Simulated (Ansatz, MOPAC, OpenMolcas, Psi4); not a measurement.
# GaSiH4F (SMILES [F][GaH][SiH3]): the HOMO–LUMO gap, rung by rung

GaSiH4F: 7 atoms, total charge 0, spin state singlet. SMILES: `[F][GaH][SiH3]`. Geometry: relaxed at PBE0-D4/def2-TZVP.

```xyz
7

F     0.2316   -2.1521    1.3422
Ga    0.0191   -0.4000    1.2793
Si   -0.0297    0.4508   -0.9708
H    -0.0969    0.2354    2.7047
H    -1.1961   -0.1257   -1.6916
H    -0.1444    1.9334   -0.9830
H     1.2164    0.0581   -1.6808
```

Quantity: the HOMO–LUMO gap, in eV. The values are calculated.

```tsv
level	kind	program	value (eV)
PM7	semi-empirical	MOPAC	10.83
HF/def2-SVP	Hartree–Fock	Ansatz	11.64
SVWN5/def2-SVP	LDA	OpenMolcas	4.03
PBE/def2-SVP	GGA	Ansatz	4.15
M06-L/def2-SVP	meta-GGA	OpenMolcas	4.75
PBE0/def2-SVP	global hybrid	OpenMolcas	6.13
r2SCAN0/def2-SVP	hybrid meta-GGA	Ansatz	6.43
wB97M-V/def2-SVP	range-separated hybrid	Psi4	9.93
PBE-QIDH/def2-SVP	double hybrid	Ansatz	9.50
```

All-electron rows without a relativistic Hamiltonian named are non-relativistic. The values span 4.03 to 11.64 eV. Orbital gaps aren't excitation energies, and those of double hybrids come from the SCF part alone; they tend to grow with the share of exact exchange.

The gap depends far more on how exchange is treated than on the choice among semilocal functionals: SVWN5, PBE and M06-L stay between 4.03 and 4.75 eV, while Hartree–Fock reaches 11.64 eV. In a semilocal Kohn–Sham calculation, occupied and empty orbitals feel the same local potential, and the derivative discontinuity is missing from the gap. Nonlocal exchange lowers the occupied levels and leaves the empty ones closer to electron-attachment levels. Its range matters too, which probably explains why wB97M-V, with full exact exchange at long range, lies slightly above PBE-QIDH. PM7's proximity to Hartree–Fock reflects a related orbital formalism with fitted parameters, not independent confirmation.

Chemically, the frontier pair is probably the Ga–Si σ bond and the formally empty p orbital of three-coordinate gallium, the latter raised somewhat by fluorine lone-pair donation. The series doesn't establish a converged fundamental gap, since the compact basis may misplace a weakly bound or unbound LUMO, especially in Hartree–Fock.
